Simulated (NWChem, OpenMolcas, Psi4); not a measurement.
## How basis sets differ on GeN2H4 (SMILES [NH2][Ge][NH2])

GeN2H4: 7 atoms, total charge 0, spin state singlet. As SMILES, `[NH2][Ge][NH2]`. The shape is that of a PBE0-D4/def2-TZVP optimisation. This is one conformer, not always the lowest.

```xyz
7

N    -1.1797    0.0921   -0.6839
Ge   -0.0697   -1.2376   -0.1025
N     1.1947   -0.1650    0.6650
H    -2.0299   -0.1240   -1.1764
H    -1.0478    1.0847   -0.5666
H     1.1916    0.8425    0.7022
H     2.0020   -0.5607    1.1165
```

Each level gives the HOMO–LUMO gap (eV). The values are calculated.

| level | kind | program | value (eV) |
| --- | --- | --- | --- |
| HF/STO-3G | Hartree–Fock | OpenMolcas | 13.19 |
| HF/3-21G | Hartree–Fock | NWChem | 11.71 |
| HF/def2-SVP | Hartree–Fock | NWChem | 11.80 |
| HF/def2-SVP (density fitting) | Hartree–Fock | Psi4 | 11.80 |
| HF/def2-SVPD | Hartree–Fock | OpenMolcas | 11.59 |

All-electron rows without a relativistic Hamiltonian named are non-relativistic. The values span 11.59 to 13.19 eV. A Hartree–Fock LUMO above zero doesn't converge with the basis: it sinks as sets grow more diffuse. Orbital gaps aren't excitation energies.

The minimal basis stands apart at 13.19 eV, while the split-valence sets lie close together. The descent is not strictly monotonic, since def2-SVP gives a slightly larger gap than 3-21G. Density fitting leaves the def2-SVP value unchanged at the printed precision, so it is not a visible source of the spread.

In a diaminogermylene the HOMO is typically an s-rich germanium lone pair and the LUMO the formally empty germanium 4p orbital, pushed up by π donation from the nitrogen lone pairs. The nearly planar amino groups fit this picture. A minimal set gives that acceptor orbital no radial freedom, which probably leaves it too high; a split valence shell lets it relax. The further drop to 11.59 eV with diffuse functions is modest, which suggests that the LUMO keeps much of its valence character in this set, though the gaps alone cannot separate a lower LUMO from a shifted HOMO. Nor do they establish the singlet's preference over the triplet, which requires total energies of both states.
